Question

These are second-order pair energies for the 28-electron (nickel-like) ions from Pm33+ to Ta45+.

B-spline many-body code 1: second-order many-body perturbation theory on the Dirac-Hartree-Fock ground state, no-pair Dirac-Coulomb, all electrons correlated, for 28-electron closed-shell ions, configuration [Ar] 3d10. Partial waves run up to l = 7, with the total second-order energy extrapolated as (l+1/2)^-4.

```
species   Z  charge (e)  pair energy (3d5/2 3d5/2) (hartree)  pair energy (3d5/2 2p3/2) (hartree)  pair energy (3p3/2 3p3/2) (hartree)  pair energy (3s1/2 1s1/2) (hartree)
  Pm33+  61          33                              -0.1599                             -0.06267                             -0.03312                            -0.002143
  Sm34+  62          34                              -0.1600                             -0.06293                             -0.03319                            -0.002178
  Eu35+  63          35                              -0.1601                             -0.06317                             -0.03325                            -0.002214
  Gd36+  64          36                              -0.1602                             -0.06340                             -0.03332                            -0.002249
  Tb37+  65          37                              -0.1603                             -0.06362                             -0.03339                            -0.002286
  Dy38+  66          38                              -0.1604                             -0.06383                             -0.03345                            -0.002323
  Ho39+  67          39                              -0.1605                             -0.06404                             -0.03352                            -0.002361
  Er40+  68          40                              -0.1606                             -0.06423                             -0.03358                            -0.002400
  Tm41+  69          41                              -0.1607                             -0.06442                             -0.03364                            -0.002439
  Yb42+  70          42                              -0.1608                             -0.06460                             -0.03371                            -0.002480
  Lu43+  71          43                              -0.1609                             -0.06477                             -0.03377                            -0.002521
  Hf44+  72          44                              -0.1610                             -0.06493                             -0.03384                            -0.002563
  Ta45+  73          45                              -0.1611                             -0.06509                             -0.03390                            -0.002606
```

The nuclear charge rises by a fifth and the ions shrink, yet the 3d5/2 3d5/2 column hardly moves. The 3s1/2 1s1/2 column, the smallest, grows by over 20 %. Its steps lengthen down the table, while those of 3d5/2 2p3/2 shorten, and those of 3p3/2 3p3/2 jump about. Why so flat, why the different shapes, and do the uneven steps mean anything?

Answer

Z is the nuclear charge, and charge is Z − 28. Every row is the same closed shell, so the rows can be compared. A pair energy is the second-order energy summed over all electron pairs drawn from the two named subshells: 15, 24, 6 and 4 pairs, from left to right. Per electron pair, Pm33+ gives 10.66, 2.61, 5.52 and 0.54 millihartree in magnitude. The two same-subshell pairs lead, because their electrons share a region of space. The shared shell counts, not the j label: 3d5/2 3d3/2 in the same run gives 9.49 per pair. The 3s–1s pair comes last because the orbitals overlap little, so their repulsion is weak beside the cost of exciting a 1s electron. The cost alone does not decide: the 1s 1s pair of the same runs, where the overlap is full, is far larger.

The flatness follows from scaling. For occupied orbitals a, b and empty ones r, s,

E(ab) ~ − Σ |⟨rs|1/r₁₂|ab⟩|² / (ε_r + ε_s − ε_a − ε_b)

Hydrogen-like orbitals shrink as 1/Z, so each repulsion integral grows as Z and its square as Z². The orbital energies ε also grow as Z². The electrons repel more strongly, the nucleus holds them more stiffly, and the two cancel. The same runs show the stiffening: from Pm to Ta the dipole polarisability drops by a factor 2.60 and the mean excitation energy rises by a factor 1.54, while the total second-order energy grows by 1.9 %.

The cancellation needs every excitation to change the principal quantum number n. Here n = 1, 2 and 3 are full, so it does. Two more electrons in 4s would open 4s² → 4p², whose gap comes from screening alone and, without relativity, grows only as Z; that pair energy would rise roughly in proportion to Z.

What drifts is the correction to the constant. Screening gives a term that dies away and relativity one that grows. With only the leading term of each kept, which is rough at Zα near ½, they add:

E(Z) = a + b/(Z − s) + c(Zα)²

Here α is the fine-structure constant (Zα runs from 0.445 to 0.533) and s is a screening constant, either zero or roughly 17, the value obtained if the polarisability goes as (Z − s)⁻⁴. The two terms bend in opposite ways, and Ho39+, midway between Pm and Ta, tests this with nothing fitted to it. The fraction of the Pm-to-Ta change completed at Z = 67 is, for each term alone,

(Zα)²: (67² − 61²)/(73² − 61²) = 768/1608 = 0.478
1/Z: ½ × 73/67 = 0.545
1/(Z − 17): ½ × 56/50 = 0.560

For 3s1/2 1s1/2 the whole change is −463 microhartree, so the relativistic shape predicts

E(Ho) = −0.002143 − 0.478 × 0.000463 = −0.002364 hartree

against −0.002361 in the table. The error of 3 microhartree is under 1 % of the change, though above the rounding of 0.5. The table's own fraction is 218/463 = 0.471, later even than (Zα)², which points to the next order. A (Zα)⁴ term alone gives about 0.43, so 0.471 is also what about two thirds (Zα)⁴ and one third 1/Z would give. For 3d5/2 2p3/2 it is 137/242 = 0.566, beside the screened value. For 3p3/2 3p3/2 it is 40/78, about 0.51, in between. These shapes are what the numbers show; the causes below are argued.

In 3s1/2 1s1/2 the steps rise from 35 to 43 microhartree. A single screening term approaches its limit with shortening steps and cannot do this. The likely main cause is the relativistic contraction of s orbitals: their density piles up near the nucleus, where the 3s electron meets the 1s electrons. The 1s 1s pair of the same runs also accelerates, its slope going from −85 to −146 microhartree per unit of Z. The table is relativistic throughout, so the attribution rests on the curvature and not on a direct comparison. The large percentage also reflects a small base: per electron pair the four columns change by similar amounts, 80, 101, 130 and 116 microhartree from left to right.

In 3d5/2 2p3/2 the steps fall from 260 to 160 microhartree. The two orbitals feel different effective charges: 3d lies outside most of the core, 2p inside most of it. As Z rises, the heavily screened 3d shrinks proportionally faster and moves in on 2p, so the overlap grows, ever more slowly as screening becomes a smaller share of Z. Neither is an s orbital, so the near-nuclear enhancement is weak. Relativity is probably not absent: 3d3/2 2p3/2 grows by 7.4 % against 3.9 % here. That this comes from the spin–orbit difference between the two 3d orbitals is a guess, because the two pairs also weight the angular terms differently.

In a same-subshell pair both electrons feel one effective charge. To a first approximation Z − s replaces Z in integral and denominator alike and cancels, which argues for the small growth of 3d5/2 3d5/2 (0.8 %) and 3p3/2 3p3/2 (2.4 %). The 3d column steps by one last digit in every row, so its straightness is not information. With more digits from the same runs the slope eases from −109 to −98 microhartree per unit of Z, a gentler bend than screening alone gives, as for a sum of both terms.

No row is irregular. The 3p steps flip between 60 and 70 microhartree because a slope between those values is rounded to 10, and the one-digit wobbles of the other columns are likewise of rounding size.

The three-constant model was fitted by least squares to all 13 rows of each column, Ho included, with s = 0 and s near 17; the output follows this answer. It reaches the rounding for 3d5/2 2p3/2 and 3p3/2 3p3/2, where either term alone does not. It falls short for 3s1/2 1s1/2, where it misses Eu35+ by 0.9 microhartree against a rounding of 0.5, and there the b term takes the sign opposite to the trend. That sign says nothing against unscreening of 3s: the model lacks the (Zα)⁴ term, and b bends to imitate it. The 3s density near the nucleus, relative to Z³, rises as screening fades, so a smaller screening share in the direction of the trend is to be expected. The constants trade against each other: in 3d5/2 2p3/2 the c term opposes the trend by 714 or by 148 microhartree, depending on s. Neither the split nor the limit a should be read as physics.

Growth is not a rule for all pairs. In the same runs 2p3/2 2p3/2 weakens by 2.6 %, and 2p3/2 2p1/2 weakens and then levels off at Ta, where its fitted slope exponent loses meaning. A guess is Pauli blocking: as the filled 3d moves in on 2p, more of the useful 2p² → d² excitation is forbidden. The d-wave increment to the total does weaken by 1.6 millihartree from Pm to Ta while s, p and f strengthen, but it collects all pairs and turns round near Yb, so this is only compatible with the guess.

The level of theory bites on the drifts more than on the flatness. Third order, not computed here, scales as Z³/Z⁴ = 1/Z, the same form as the b term, and the Breit interaction enters at relative order (Zα)², the same form as the c term; it and QED matter most for 1s, so the 3s–1s trend is a Coulomb-only result. The partial-wave tail is 2.4 % of the total and assumes an exponent 4, whereas the last two waves fall with 4.73 in Pm; if that persisted, the tail would be −0.0287 hartree instead of −0.0376. The tail drifts by 0.45 millihartree over the series, little beside the 30.5 of the total but not beside the 1.2 of 3d5/2 3d5/2. The pair energies leave it out: in Pm all 45 of them add to −1.56114 hartree, the sum before extrapolation, so the table's values stop at l = 7. How the missing tail divides among the pairs is not known, so the fine shape of that slowly changing pair is not secure.

The analysis program printed:

```
Pm to Ta: Z^2 x1.43, mean excitation energy x1.54, polarisability /2.60
rough s from polarisability ~ (Z-s)^-4: 17; Z alpha 0.445 to 0.533; uEh = microhartree
slope ~ Z^p at Z=67: 1/Z gives -2, 1/(Z-s) -2.7, (Z alpha)^2 +1, (Z alpha)^4 +3
3d5/2 3d5/2: change -1200 uEh (0.8%), Pm -10.66 mEh per electron pair, p +0.0+-0.9, rounding 50.0 uEh
  steps uEh: -100 -100 -100 -100 -100 -100 -100 -100 -100 -100 -100 -100
  a+b/Z: a,b,c -0.1672 0.4453; term changes -1200 uEh; worst -32.9 (Ta45+)
  a+c(Za)^2: a,b,c -0.1571 -0.01401; term changes -1199 uEh; worst +16.8 (Pm33+)
  a+b/Z+c(Za)^2: a,b,c -0.1605 0.1484 -0.009355; term changes -400 -801 uEh; worst -0.5 (Pm33+)
  a+b/(Z-s)+c(Za)^2: a,b,c -0.1594 0.0685 -0.0102; term changes -328 -874 uEh; worst -0.7 (Pm33+)
3d5/2 2p3/2: change -2420 uEh (3.9%), Pm -2.61 mEh per electron pair, p -2.9+-0.0, rounding 5.0 uEh
  steps uEh: -260 -240 -230 -220 -210 -210 -190 -190 -180 -170 -160 -160
  a+b/Z: a,b,c -0.0774 0.8967; term changes -2416 uEh; worst +32.5 (Pm33+)
  a+c(Za)^2: a,b,c -0.05725 -0.02805; term changes -2402 uEh; worst +138.7 (Pm33+)
  a+b/Z+c(Za)^2: a,b,c -0.08337 1.161 0.008341; term changes -3130 +714 uEh; worst -4.0 (Sm34+)
  a+b/(Z-s)+c(Za)^2: a,b,c -0.07509 0.5364 0.001729; term changes -2567 +148 uEh; worst +4.4 (Dy38+)
3p3/2 3p3/2: change -780 uEh (2.4%), Pm -5.52 mEh per electron pair, p -0.3+-0.1, rounding 5.0 uEh
  steps uEh: -70 -60 -70 -70 -60 -70 -60 -60 -70 -60 -70 -60
  a+b/Z: a,b,c -0.03784 0.2891; term changes -779 uEh; worst -18.0 (Ta45+)
  a+c(Za)^2: a,b,c -0.03134 -0.009086; term changes -778 uEh; worst +15.5 (Pm33+)
  a+b/Z+c(Za)^2: a,b,c -0.0342 0.1275 -0.005091; term changes -344 -436 uEh; worst +4.9 (Tm41+)
  a+b/(Z-s)+c(Za)^2: a,b,c -0.03329 0.05893 -0.005814; term changes -282 -498 uEh; worst +4.8 (Tm41+)
3s1/2 1s1/2: change -463 uEh (21.6%), Pm -0.54 mEh per electron pair, p +1.3+-0.0, rounding 0.5 uEh
  steps uEh: -35 -36 -35 -37 -37 -38 -39 -39 -41 -41 -42 -43
  a+b/Z: a,b,c -0.004929 0.1712; term changes -461 uEh; worst -21.6 (Ta45+)
  a+c(Za)^2: a,b,c -0.001072 -0.005396; term changes -462 uEh; worst -2.3 (Ta45+)
  a+b/Z+c(Za)^2: a,b,c -0.0006829 -0.01732 -0.005939; term changes +47 -509 uEh; worst -0.9 (Eu35+)
  a+b/(Z-s)+c(Za)^2: a,b,c -0.0008076 -0.007962 -0.005839; term changes +38 -500 uEh; worst -0.9 (Eu35+)
further outputs, seven ions; slopes in uEh per unit Z
3d5/2 3d5/2: change -1236 uEh (+0.8%), slope Pm-Gd -109, Lu-Ta -98, p -0.8
  a+b/Z+c(Za)^2: a,b,c -0.1631 0.2693 -0.005961; term changes -726 -510 uEh; worst -0.2 (Lu)
  a+b/(Z-s)+c(Za)^2: a,b,c -0.1612 0.1244 -0.007487; term changes -596 -641 uEh; worst +0.4 (Ta)
3d3/2 2p3/2: change -3236 uEh (+7.4%), slope Pm-Gd -285, Lu-Ta -257, p -0.7
2p3/2 2p3/2: change +1789 uEh (-2.6%), slope Pm-Gd +181, Lu-Ta +117, p -3.1
2p3/2 2p1/2: change +477 uEh (-0.6%), slope Pm-Gd +78, Lu-Ta +2, p -13.7
1s1/2 1s1/2: change -1367 uEh (+3.8%), slope Pm-Gd -85, Lu-Ta -146, p +3.8
ratio (3d3/2 2p3/2)/(3d5/2 2p3/2): Pm 0.698, Ta 0.721
total: change -30.5 mEh (1.9%); by wave, mEh: s -2.7 p -10.1 d +1.6 f -13.5
tail Pm, Ta: -0.0376 -0.0380 Eh (2.4% of total), drift -0.45 mEh; rebuilt -0.0376 -0.0380
last increment ratio 0.51 0.51 vs 0.56; local exponent 4.73 4.74; tail with it -0.0287 -0.0290 Eh
```
